**Cutoff convergence of the 3p level in silicon RRKJ pseudo-atoms**

The table holds the excess of the lowest p level over its 400 Ry value, in a spherical Bessel basis, for a scalar-relativistic PBE pseudopotential from ld1.x and for variants with a smaller d radius, no relativity, or a larger p radius. The program tests power-law and exponential extrapolation, 1/radius² scaling of the curve, and the residual kinetic energy of a p wave rebuilt from three Bessel functions. Extrapolation from 10 and 15 Ry overshoots the base excess at 30 Ry by more than a factor of ten, and radius scaling overshoots by 44 and 28 % at 10 and 15 Ry. The rebuilt wave matches the base column within 3 % up to 21 Ry, with a larger sensitivity to one basis function, and is 23 to 30 % too high for the larger radius. The s level carries 52 to 97 % of the summed error up to 40 Ry and sets the cutoff.

Excess of the lowest p level over its value at 400 Ry for Si pseudo-atoms (3s² 3p²), computed with ld1.x 7.5 in spherical Bessel functions (20 bohr box). The base run uses scalar-relativistic PBE, a separable norm-conserving RRKJ potential with the s channel local, a nonlinear core correction, and radii s 1.95, p 2.15 and d 1.8 bohr; each variant changes only the setting named.

## Program and output

```python
# Table: ld1.x 7.5, Si PBE RRKJ pseudo-atom, lowest p level in a spherical Bessel basis (20 bohr box) less
# its 400 Ry value, mRy. Tested: extrapolation, 1/radius^2 scaling, residual kinetic energy of a rebuilt wave.
T = {
    'cutoff': [10, 15, 21, 30, 40, 50, 60, 80, 100, 140, 200, 300],  # Ry
    'run0': [5.75, 2.95, 0.88, 0.03, 0.01, 0.0, 0.0, 0.0, 0.0, 0.0, 0.0, 0.0],  # mRy
    'run1': [5.75, 2.95, 0.88, 0.03, 0.01, 0.0, 0.0, 0.0, 0.0, 0.0, 0.0, 0.0],  # mRy
    'run2': [5.8, 2.97, 0.89, 0.04, 0.02, 0.01, 0.01, 0.0, 0.0, 0.0, 0.0, 0.0],  # mRy
    'run3': [1.76, 0.54, 0.05, 0.01, 0.01, 0.0, 0.0, 0.0, 0.0, 0.0, 0.0, 0.0],  # mRy
}
import numpy as np
from scipy.special import spherical_jn as jn
from scipy.optimize import brentq
E = np.array(T['cutoff'], float); a, b, c, d = [np.array(T['run%d' % i], float) for i in range(4)]
f = lambda v, p=2: ' '.join('%.*f' % (p, x) for x in v)
print('print step 0.01 mRy (rounding 0.005); relative at 30 Ry: base %.0f%%, p2.52 %.0f%%' % (0.5/a[3], 0.5/d[3]))
print('cutoffs Ry:', f(E[:5], 0), '| max|run1-run0| %.2f | run2-run0 mRy:' % abs(b-a).max(), f((c-a)[:7]))
print('run0/run3 at 10,15,21 Ry:', f(a[:3]/d[:3], 1), '; max entry from 40 Ry: %.2f mRy' % max(y[4:].max() for y in (a, b, c, d)))
for n, y in (('base', a), ('p2.52', d)):
    dl = np.diff(np.log(y[:4])); p = dl/np.diff(np.log(E[:4])); g = dl/np.diff(E[:4])
    print(n, 'local power:', f(p), '| decay per Ry:', f(-g, 3), '| drop factors:', f(np.exp(-dl), 1))
    print('  from 10,15 Ry to 21,30 Ry: power', f(y[1]*(E[2:4]/E[1])**p[0]), 'exp', f(y[1]*np.exp(g[0]*(E[2:4]-E[1]))), 'table', f(y[2:4]))
r0, r3 = 2.15, 2.52; k = (r3/r0)**2   # p radii from the settings
s = np.exp(np.interp(E[:3]*k, E[:5], np.log(a[:5])))
print('scaling 1/k=%.3f, mapped cutoffs Ry' % (1/k), f(E[:3]*k, 1), '; table run3', f(d[:3]))
print('  shift only', f(s, 3), 'model/table', f(s/d[:3]), '| shift and 1/k', f(s/k, 3), 'model/table', f(s/k/d[:3]))
for t in (1.0, 0.5, 0.1, 0.05):
    e0, e3 = [np.interp(-np.log(t), -np.log(y[:4]), E[:4]) for y in (a, d)]
    print('  cutoff for %.2f mRy (log interp): base %.1f, p2.52 %.1f Ry, ratio %.2f' % (t, e0, e3, e3/e0))
# further outputs of the base run: 3p waves (sign flipped), levels in Ry, s excess, summed error
rr = 0.215*np.arange(1, 14); eps = -0.29998; kap = np.sqrt(-eps); R = 20.0
ae = np.array([.5209, .5819, .6143, .624, .6168, .5976, .5702]); ro = rr[6:]
ps = np.array([.0123, .0515, .1215, .2198, .3338, .4432, .5299, .5861, .6151]); ri = rr[:9]
sx = np.array([11.25, 3.15, 2.64, .89, .11]); sm = np.array([34, 12.2, 7.04, 1.84, .24])
w = np.linalg.lstsq(np.array([ro**-i for i in range(4)]).T, np.log(ae)+kap*ro, rcond=None)[0]
out = lambda r: np.exp(-kap*r+sum(w[i]*r**-i for i in range(4)))*(1-np.exp(-2*kap*(R-r)))
print('outer wave fit, max error %.4f (rounding 0.00005) bohr^-1/2' % abs(out(ro)-ae).max())
def qs(l, rc, L):
    h = lambda x: (1-L*rc)*jn(l, x)+x*jn(l, x, True); x = np.arange(0.5, 12, 0.05)
    return np.array([brentq(h, u, v) for u, v in zip(x[:-1], x[1:]) if h(u)*h(v) < 0][:3])/rc
r = np.linspace(1e-4, R, 8001); dr = r[1]-r[0]
qn = np.array([brentq(lambda x: jn(1, x), n*np.pi, (n+.5)*np.pi) for n in range(1, 127)])/R
B = r*jn(1, np.outer(qn, r)); B /= np.sqrt((B**2).sum(1)*dr)[:, None]
def build(rc, N=None):
    g1 = -kap-sum(i*w[i]*rc**(-i-1) for i in range(4)); g2 = sum(i*(i+1)*w[i]*rc**(-i-2) for i in range(4))
    q = qs(1, rc, g1); F = lambda x: x*jn(1, np.outer(q, x)); fc = rc*jn(1, q*rc)
    A = np.array([fc, (2/rc**2-q**2)*fc]); nv = np.cross(A[0], A[1])
    c0 = np.linalg.lstsq(A, out(rc)*np.array([1, g2+g1**2]), rcond=None)[0]
    x = np.linspace(0, rc, 2001); wt = np.full(2001, x[1]); wt[[0, -1]] /= 2; S = (F(x)*wt) @ F(x).T
    if N is None:
        v = nv @ F(ri); cf = c0+nv*(v @ (ps-c0 @ F(ri)))/(v @ v); N = cf @ S @ cf
        print('inner fit to pseudo-wave, max error %.4f; c3*f3/u %.3f' % (abs(cf @ F(ri)-ps).max(), cf[2]*fc[2]/out(rc)))
    rt = np.roots([nv @ S @ nv, 2*nv @ S @ c0, c0 @ S @ c0-N]); cs = sorted([c0+nv*t.real for t in rt], key=lambda z: abs(z[2]))
    cf = cs[0]; u = np.where(r < rc, cf @ F(r), out(np.maximum(r, rc))); nrm = (u**2).sum()*dr
    print('rc %.2f: q_i^2 Ry' % rc, f(q**2, 1), '; c_i*f_i/u', f(cf*fc/out(rc), 3), '; other root c3 %.3f; real %s; norm %.3f' % (cs[1][2]*fc[2]/out(rc), np.isreal(rt).all(), nrm))
    K = 1e3*qn**2*(B @ u*dr)**2/nrm; n0 = [int((qn**2 <= e).sum()) for e in E[:5]]
    return N, np.array([K[n:].sum() for n in n0]), np.array([K[n+1:].sum() for n in n0])
N0, m0, p0 = build(r0); x = np.linspace(r0, r3, 401); y2 = out(x)**2
N3, m3, p3 = build(r3, N0+(y2.sum()-(y2[0]+y2[-1])/2)*(x[1]-x[0]))
print('residual kinetic energy mRy: Ry | base table, model, one more function, model/table | same p2.52')
for i in range(5):
    print('  %2.0f | %.2f %.3f %.3f %.2f | %.2f %.3f %.3f %.2f' % (E[i], a[i], m0[i], p0[i], m0[i]/a[i], d[i], m3[i], p3[i], m3[i]/d[i]))
print('model base/p2.52 at 10,15,21 Ry:', f(m0[:3]/m3[:3], 1), '; scaling with 1/k:', f(a[:3]*k/s, 1))
print('s excess mRy', f(sx), '| s/p', f(sx/a[:5], 1), '| s drop factors', f(sx[:-1]/sx[1:], 1))
print('2s+2p minus summed error:', f(2*sx+2*a[:5]-sm), '| s share %:', f(200*sx/sm, 0))
print('sum if s unchanged in p2.52 run mRy:', f(2*sx+2*d[:5]), '| gain %:', f(200*(a-d)[:5]/sm, 0))
print('rough s q_i^2 Ry (radius 1.95, slope from printed 3s wave):', f(qs(0, 1.95, (.6959-.736)/.43/.7303)**2, 1))
print('level shift non-rel minus scalar-rel p (outputs): %.2f mRy' % (1e3*(-0.30066-eps)))
assert np.all(a == b) and abs(c-a).max() < 0.06
assert all(np.all(np.diff(y) <= 0) for y in (a, b, c, d)) and np.all(d <= a)
assert np.all(np.diff(np.diff(np.log(a[:4]))/np.diff(E[:4])) < 0)
assert np.all(s[:2] > d[:2]) and np.all(sx > a[:5])
```

Printed output:

```
print step 0.01 mRy (rounding 0.005); relative at 30 Ry: base 17%, p2.52 50%
cutoffs Ry: 10 15 21 30 40 | max|run1-run0| 0.00 | run2-run0 mRy: 0.05 0.02 0.01 0.01 0.01 0.01 0.01
run0/run3 at 10,15,21 Ry: 3.3 5.5 17.6 ; max entry from 40 Ry: 0.02 mRy
base local power: -1.65 -3.60 -9.47 | decay per Ry: 0.133 0.202 0.375 | drop factors: 1.9 3.4 29.3
  from 10,15 Ry to 21,30 Ry: power 1.70 0.94 exp 1.32 0.40 table 0.88 0.03
p2.52 local power: -2.91 -7.07 -4.51 | decay per Ry: 0.236 0.397 0.179 | drop factors: 3.3 10.8 5.0
  from 10,15 Ry to 21,30 Ry: power 0.20 0.07 exp 0.13 0.02 table 0.05 0.01
scaling 1/k=0.728, mapped cutoffs Ry 13.7 20.6 28.8 ; table run3 1.76 0.54 0.05
  shift only 3.491 0.953 0.046 model/table 1.98 1.76 0.92 | shift and 1/k 2.541 0.693 0.034 model/table 1.44 1.28 0.67
  cutoff for 1.00 mRy (log interp): base 20.4, p2.52 12.4 Ry, ratio 0.61
  cutoff for 0.50 mRy (log interp): base 22.5, p2.52 15.2 Ry, ratio 0.68
  cutoff for 0.10 mRy (log interp): base 26.8, p2.52 19.3 Ry, ratio 0.72
  cutoff for 0.05 mRy (log interp): base 28.6, p2.52 21.0 Ry, ratio 0.73
outer wave fit, max error 0.0001 (rounding 0.00005) bohr^-1/2
inner fit to pseudo-wave, max error 0.0003; c3*f3/u -0.027
rc 2.15: q_i^2 Ry 1.6 8.1 18.8 ; c_i*f_i/u 1.048 -0.021 -0.027 ; other root c3 -0.296; real True; norm 1.001
rc 2.52: q_i^2 Ry 1.4 6.0 13.8 ; c_i*f_i/u 1.112 -0.087 -0.025 ; other root c3 -0.370; real True; norm 1.001
residual kinetic energy mRy: Ry | base table, model, one more function, model/table | same p2.52
  10 | 5.75 5.757 5.419 1.00 | 1.76 2.285 2.061 1.30
  15 | 2.95 2.913 2.275 0.99 | 0.54 0.675 0.423 1.25
  21 | 0.88 0.855 0.564 0.97 | 0.05 0.061 0.031 1.23
  30 | 0.03 0.033 0.021 1.11 | 0.01 0.014 0.010 1.39
  40 | 0.01 0.016 0.014 1.57 | 0.01 0.003 0.003 0.31
model base/p2.52 at 10,15,21 Ry: 2.5 4.3 13.9 ; scaling with 1/k: 2.3 4.3 26.2
s excess mRy 11.25 3.15 2.64 0.89 0.11 | s/p 2.0 1.1 3.0 29.7 11.0 | s drop factors 3.6 1.2 3.0 8.1
2s+2p minus summed error: 0.00 0.00 0.00 0.00 0.00 | s share %: 66 52 75 97 92
sum if s unchanged in p2.52 run mRy: 26.02 7.38 5.38 1.80 0.24 | gain %: 23 40 24 2 0
rough s q_i^2 Ry (radius 1.95, slope from printed 3s wave): 0.8 6.0 16.4
level shift non-rel minus scalar-rel p (outputs): -0.68 mRy
```
